# Faddeev–Popov gauge fixing and the covariant photon propagator

**Conventions.** Natural Heaviside–Lorentz units, $\hbar=c=k_B=1$, energies in meV; metric $g=\mathrm{diag}(+,-,-,-)$; gauge transformations $A^\theta_\mu=A_\mu+\partial_\mu\theta$; $\beta=1/T$. Writing $\theta/e$ for $\theta$ would multiply the determinant below by a constant per mode.

## Statement

The Maxwell action $S=-\tfrac14\int F_{\mu\nu}F^{\mu\nu}$ is constant along gauge orbits, so its kernel has no inverse and $\int\mathcal DA\,e^{iS}$ contains the volume of the gauge group. The construction of Faddeev and Popov (1967) gives the following.

1. **Gauge-fixing term.** Insert $1=\Delta\int\mathcal D\theta\,\delta(\partial\cdot A^\theta-\omega)$ and average over $\omega$ with the normalised Gaussian weight $\propto\exp(-i\int\omega^2/2\xi)$. The group volume factors out and $\mathcal L=-\tfrac14F^2-(\partial\cdot A)^2/2\xi$.
2. **Propagator.**
$$\langle A_\mu A_\nu\rangle(k)\equiv iD_{\mu\nu}(k)=\frac{-i}{k^2+i0}\Big[g_{\mu\nu}-(1-\xi)\frac{k_\mu k_\nu}{k^2+i0}\Big],\qquad k^\mu k^\nu\,iD_{\mu\nu}=-i\xi .$$
3. **Determinant.** $\Delta=|\det\partial^2|$ does not depend on $A$ and drops out of normalised correlation functions. It does depend on temperature and boundary conditions, and it stays in the partition function.
4. **Counting.** In imaginary time the four components give $[\det(-\partial^2)]^{-4/2}$ and $\Delta$ gives $[\det(-\partial^2)]^{+2/2}$, with $\xi$ cancelling mode by mode. The free energy is that of $4-2=2$ real massless fields, $f=-\pi^2T^4/45$.

All four points hold exactly in the model below, a Gaussian integral over $4N$ real variables. For $N=4$ and lattice wave number 1 it gives $Z=1/45$ for every $\xi>0$.

## The model: one standing wave on $N$ time slices

Take the Euclidean field in a periodic box of volume $\mathcal V$ and keep one standing wave with wave number $q\neq0$ along $z$:
$$A_{1,2}=x_{1,2}(\tau)\,C,\quad A_3=-\ell(\tau)\,\bar S,\quad A_4=\phi(\tau)\,C,\quad \theta=\theta(\tau)\,C,$$
with $C=\sqrt{2/\mathcal V}\cos qz$ and $\bar S=\sqrt{2/\mathcal V}\sin qz$. Then $F_{43}=-(\dot\ell-q\phi)\bar S$, $\partial\cdot A=(\dot\phi-q\ell)\,C$, and
$$S_E=\int_0^\beta d\tau\Big[\tfrac12\sum_{i=1,2}(\dot x_i^2+q^2x_i^2)+\tfrac12(\dot\ell-q\phi)^2\Big],$$
invariant under $\ell\to\ell+q\theta$, $\phi\to\phi+\dot\theta$.

Cut the periodic interval into $N$ slices of length $a=\beta/N$, place $\phi_j$ on the link from $j$ to $j+1$, divide the four amplitudes by $\sqrt a$ and $\theta$ by $a^{3/2}$, and set $s=aq$. With the periodic forward difference $(Dx)_j=x_{j+1}-x_j$, the $N\times N$ matrix $M=D^TD+s^2$ and the $2N$-vector $\Phi=(\ell,\phi)$,
$$S_E=\tfrac12\sum_i x_i^TMx_i+\tfrac12|U\Phi|^2,\qquad U=(D,\,-s),\qquad V=\begin{pmatrix}s\\ D\end{pmatrix}.$$
The gauge transformation is $\Phi\to\Phi+V\theta$, and the lattice divergence is $G=-V^T\Phi$, that is $G_j=\phi_j-\phi_{j-1}-s\ell_j$. Every variable, $\theta_j$ included, carries the measure $d(\cdot)/\sqrt{2\pi}$; for $x_i$ this is the measure of the time-sliced oscillator. The partition function $Z$ is the integral of $e^{-S_E}$ divided by the group volume $\mathrm{Vol}=\int\prod_jd\theta_j/\sqrt{2\pi}$.

**Solution.** With $\cosh\gamma=1+s^2/2$ and $K_\xi=U^TU+VV^T/\xi$:
$$\Delta=\det M=4\sinh^2\frac{N\gamma}{2},\qquad \det K_\xi=\xi^{-N}(\det M)^2,$$
$$K_\xi^{-1}=\mathrm{diag}(M,M)^{-1}-(1-\xi)\,VM^{-2}V^T,\qquad Z=\frac1{\det M}.$$

## Proof in the model

**Algebra.** $D$ is circulant, so $DD^T=D^TD$. Multiplying out the blocks gives
$$UV=0,\qquad UU^T=V^TV=M,\qquad U^TU+VV^T=\mathrm{diag}(M,M).$$
The first relation is gauge invariance. It gives $U^TU$ the $N$ null vectors that make the unfixed integral diverge.

**Insertion.** Under a gauge transformation $G\to G-M\theta$. Since $q\ne0$, $M$ is positive definite, each orbit meets the surface $G=\omega$ exactly once, and $\int d^N\theta\,\delta(G-M\theta-\omega)=1/\det M$ whatever $\Phi$ is. Hence $\Delta=\det M$. Insert this unit together with $1=(2\pi\xi)^{-N/2}\int d^N\omega\,e^{-\omega^2/2\xi}$, $\xi>0$. Shift $\Phi\to\Phi-V\theta$, which changes neither action nor measure, and do the $\omega$ integral with the delta function. Nothing depends on $\theta$ any more, the factor $(2\pi)^{-N/2}\int d^N\theta$ is $\mathrm{Vol}$, and the action has gained $G^2/2\xi$. The $(\ell,\phi)$ sector gives
$$Z_{\ell\phi}=\xi^{-N/2}\,\det M\,(\det K_\xi)^{-1/2}.$$

**Determinant and inverse.** Let $W=(U^T,\,V)$, a square matrix with $W^TW=\mathrm{diag}(M,M)$. Then $K_\xi=W\,\mathrm{diag}(1,1/\xi)\,W^T$, so $\det K_\xi=\xi^{-N}(\det M)^2$ and $Z_{\ell\phi}=1$. From $W^{-1}=\mathrm{diag}(M,M)^{-1}W^T$ follows $K_\xi^{-1}=U^TM^{-2}U+\xi VM^{-2}V^T$. At $\xi=1$ this equals $\mathrm{diag}(M,M)^{-1}$, and subtracting gives the stated form. The two transverse amplitudes contribute $(\det M)^{-1/2}$ each, so $Z=1/\det M$.

**Closed form.** $M$ has the eigenvalues $k_n^2=s^2+4\sin^2(\pi n/N)=2\cosh\gamma-2\cos(2\pi n/N)$, $n=0,\dots,N-1$. Each factorises as $e^{\gamma}(1-e^{-\gamma}\epsilon^n)(1-e^{-\gamma}\epsilon^{-n})$ with $\epsilon=e^{2\pi i/N}$, and $\prod_n(1-y\epsilon^n)=1-y^N$. Therefore $\det M=e^{N\gamma}(1-e^{-N\gamma})^2=4\sinh^2(N\gamma/2)$, and
$$Z=\Big[\frac{e^{-N\gamma/2}}{1-e^{-N\gamma}}\Big]^2 ,$$
two harmonic oscillators of quantum $\gamma/a$.

**Independent route.** The Coulomb gauge of the model is $\ell=0$. Its unit is $1=s^N\int d^N\theta\,\delta(\ell+s\theta)$, the remaining action is $\tfrac12s^2\phi^2$, and the $\phi$ integral gives $s^{-N}$. Again $Z_{\ell\phi}=1$. This is what the Hamiltonian treatment demands: $\phi$ has no time derivative in $S_E$ and imposes the Gauss law, which sets the momentum conjugate to $\ell$ to zero and leaves one state of zero energy. A different scale for $\theta$ would multiply $Z$ by a constant to the power $N=\beta/a$, which at fixed $a$ is a shift of the zero of energy.

**Ghosts.** $\det M=\int\prod_jd\bar\eta_jd\eta_j\,e^{-\bar\eta M\eta}$ over two independent sets of Grassmann variables, with the measure ordered to give the plus sign. A real commuting variable yields $(\det M)^{-1/2}$, so the pair counts as $-2$. At $\xi=1$ the full kernel is four copies of $M$ and the cancellation reads $4-2$ directly. At other $\xi$ each Fourier index $n$ has three eigenvalues $k_n^2$ and one $k_n^2/\xi$, and the $\xi$ is removed by the normalisation of the $\omega$ weight.

## Numbers at 300 K

At 300 K, $T=25.852$ meV. Choose $q=4T=103.41$ meV, a vacuum wavelength of 11.99 µm, and $N=4$, so that $s=1$ and
$$M=\begin{pmatrix}3&-1&0&-1\\-1&3&-1&0\\0&-1&3&-1\\-1&0&-1&3\end{pmatrix},\qquad k_n^2=1,\,3,\,5,\,3,\qquad\det M=45 .$$
Here $e^{\gamma/2}$ is the golden ratio and $2\cosh4\gamma=47$, in line with $\det M=2\cosh N\gamma-2$.

*Partition function.* For $\xi=1$, $\det K=2025$ and $Z_{\ell\phi}=45/45=1$. For $\xi=3$, $\det K=25$ and $Z_{\ell\phi}=45/(9\cdot5)=1$.

*Propagator.* In the Fourier component $n$, $D\to d_n=\epsilon^n-1$ and $V\to v=(s,d_n)$ with $v^\dagger v=k_n^2$, so that
$$K_\xi^{-1}\to\frac1{k_n^2}\Big[1-(1-\xi)\frac{vv^\dagger}{k_n^2}\Big].$$
For $n=1$, $v=(1,-1+i)$, and $\xi=3$ gives the diagonal elements $5/9$ and $7/9$ and the upper off-diagonal element $-\tfrac29(1+i)$. The equal-time fluctuation of the longitudinal amplitude is
$$\langle\ell_j^2\rangle=\frac1N\sum_n\Big[\frac1{k_n^2}-(1-\xi)\frac{s^2}{k_n^4}\Big]=\frac7{15}-(1-\xi)\frac{71}{225},$$
which is $34/225$ in the Landau limit $\xi\to0$, $7/15$ in the Feynman gauge and $247/225$ at $\xi=3$. It is no observable. The field strength $E=U\Phi$ has $\langle EE^T\rangle=UK_\xi^{-1}U^T=1$ for every $\xi$: a contact term, with no propagation from one slice to another. The gauge function has $\langle GG^T\rangle=V^TK_\xi^{-1}V=\xi$, the Gaussian weight that was put in and the model form of the contraction in point 2.

*Sources.* A term $J^T\Phi$ in the exponent is gauge invariant if $V^TJ=0$, and then the $\xi$ term of $K_\xi^{-1}$ drops out of the factor $\exp(\tfrac12J^TK_\xi^{-1}J)$. A static charge amplitude $\rho$ couples as $i\int d\tau\,\rho\,\phi$, which is $J=ia^{3/2}\rho\,(0,\mathbf 1)$ in the scaled variables. Only $n=0$ contributes, $(0,\mathbf 1)^TK_\xi^{-1}(0,\mathbf 1)=N/s^2$, equal to 4 here, and the factor is $\exp(-\beta\rho^2/2q^2)$. The sector that adds no states to $Z$ still carries the Coulomb energy $\rho^2/2q^2$.

*Approach to the continuum.* The free energy is $T\ln\det M$, and its thermal part is $F_{\rm th}=T(\ln\det M-N\gamma)=2T\ln(1-e^{-N\gamma})$. Since $\gamma=2\,\mathrm{arsinh}(s/2)$, $N\gamma=\beta q\,(1-s^2/24+\dots)$. At fixed $\beta q=4$, with $s=4/N$:

| $N$ | $\det M$ | $N\gamma$ | $F_{\rm th}$ (meV) |
|---|---|---|---|
| 2 | 32 | 3.525 | −1.545 |
| 4 | 45 | 3.850 | −1.112 |
| 8 | 50.45 | 3.959 | −0.996 |
| 16 | 52.05 | 3.990 | −0.966 |
| ∞ | 52.62 | 4 | −0.956 |

Time slicing lowers the quantum, so $|F_{\rm th}|$ is 16 per cent too large at $N=4$ and 1 per cent too large at $N=16$. The count of two oscillators, the independence of $\xi$ and the tensor form of the propagator are exact at every $N$.

## Comparison with the general statement

The continuum proof repeats the steps of the model. Since $\partial\cdot A^\theta=\partial\cdot A+\partial^2\theta$, the Jacobian is $\det\partial^2$, the counterpart of $-M$. It is free of $A$ because the shift $\partial_\mu\theta$ is. Solutions of $\partial^2\theta=0$ must be excluded: in real time the Feynman boundary conditions do this, and in periodic Euclidean space only the constant $\theta$ is left, which does not act on $A$ and is omitted. After the $\omega$ average and an integration by parts,
$$\mathcal L=\tfrac12A_\mu\big[g^{\mu\nu}\partial^2-(1-1/\xi)\,\partial^\mu\partial^\nu\big]A_\nu,\qquad \mathcal K^{\mu\nu}(k)=-k^2g^{\mu\nu}+(1-1/\xi)\,k^\mu k^\nu .$$
With $P_L{}^{\mu}{}_{\nu}=k^\mu k_\nu/k^2$ and $P_T=1-P_L$, the kernel is $-k^2(P_T+P_L/\xi)$. The Gaussian integral with weight $e^{iS}$ gives $\langle AA\rangle=i\mathcal K^{-1}=-i(P_T+\xi P_L)/k^2$, which is point 2; the $i0$ fixes the poles so that the $k^0$ contour can be rotated to the Euclidean axis.

The Euclidean form is $[\delta_{\mu\nu}-(1-\xi)k_\mu k_\nu/k_E^2]/k_E^2$ with $k_E^2=\omega_n^2+q^2$ and $\omega_n=2\pi nT$. The model reproduces it: as $a\to0$ at fixed $n$, $v/a\to(q,i\omega_n)$ and $k_n^2/a^2\to k_E^2$. The relative factor $i$ arises because $\ell$ multiplies a sine and $\phi$ a cosine. For the transverse components the model propagator is $M^{-1}$, as the general form requires for $\mathbf k$ along $z$.

## Black-body free energy

The pair $\pm\mathbf q$ supplies two standing waves, the one above and its partner shifted by a quarter wavelength, so there is one copy of the model per wave vector. The copies are uncoupled. For $N\to\infty$, with the zero-point energy dropped,
$$f=2T\int\frac{d^3q}{(2\pi)^3}\ln(1-e^{-\beta q})=\frac{T^4}{\pi^2}\int_0^\infty x^2\ln(1-e^{-x})\,dx=-\frac{2\zeta(4)}{\pi^2}T^4=-\frac{\pi^2T^4}{45},$$
where the logarithm was expanded in powers of $e^{-x}$, $\int_0^\infty x^2e^{-mx}dx=2/m^3$ and $\zeta(4)=\pi^4/90$. At 300 K, $f=-9.796\times10^4$ meV$^4$, or $-2.043$ µJ/m³. The pressure is $-f$, the energy density is $u=-3f=6.128$ µJ/m³, and the flux from a small opening is $cu/4=459.3$ W/m², which is the Stefan–Boltzmann law.

The same model shows what three faulty treatments produce.

| Treatment | $Z$ at $N=4$, $s=1$ | Effective count | $f$ at 300 K (µJ/m³) |
|---|---|---|---|
| $\Delta$ kept, periodic | $45^{-1}$ | 2 | −2.043 |
| $\Delta$ dropped | $45^{-2}$ | 4 | −4.09 |
| null vectors of the kernel simply omitted | $45^{-3/2}$ | 3 | −3.06 |
| ghosts antiperiodic | $49/2025$ | 5.75 | −5.87 |

The third row keeps the three eigenvalues $k_n^2$ of the unfixed kernel. It misses the Jacobian $(\det V^TV)^{1/2}=(\det M)^{1/2}$ between $\theta$ and the displacement $V\theta$ along the orbit; with it the count is $3-1=2$. The last row treats the Grassmann variables as physical fermions. The determinant then becomes $4\cosh^2(N\gamma/2)=49$ and adds $2\ln(1+e^{-\beta q})$ to the thermal part of $\ln Z$, a count of $4+2\cdot\tfrac78$. The ghosts are periodic because $M$ acts on $\theta$, and $\ell\to\ell+s\theta$ keeps $\ell$ periodic only for periodic $\theta$. The need to keep $\Delta$ at finite temperature was pointed out by Bernard (1974).

## Range of validity

The integral over $\mathbf q$ replaces the mode sum when the cavity is much larger than $\hbar c/k_BT=7.63$ µm. The modes with $\mathbf q=0$, which the model excludes, add nothing per unit volume in that limit. Coupling to virtual electron–positron pairs leaves $\Delta$ unchanged. Far below the pair threshold it adds the Euler–Heisenberg terms of order $\alpha^2F^4/m_e^4$, whose relative size is set, up to a numerical factor, by $\alpha^2(T/m_e)^4=3.5\times10^{-34}$ at 300 K. In a non-abelian theory the shift along the orbit depends on $A$, and so does $\Delta$ in this gauge.

For an empty isothermal chamber at an assumed silicon-annealing temperature of 1300 K, all densities grow by $(1300/300)^4=352.6$, giving $f=-0.720$ mJ/m³ and a flux of 16.20 W/cm². These are the values of the ideal cavity. A bare silicon wafer facing cold surroundings radiates less, by its emissivity, which is typically about 0.7 at such temperatures.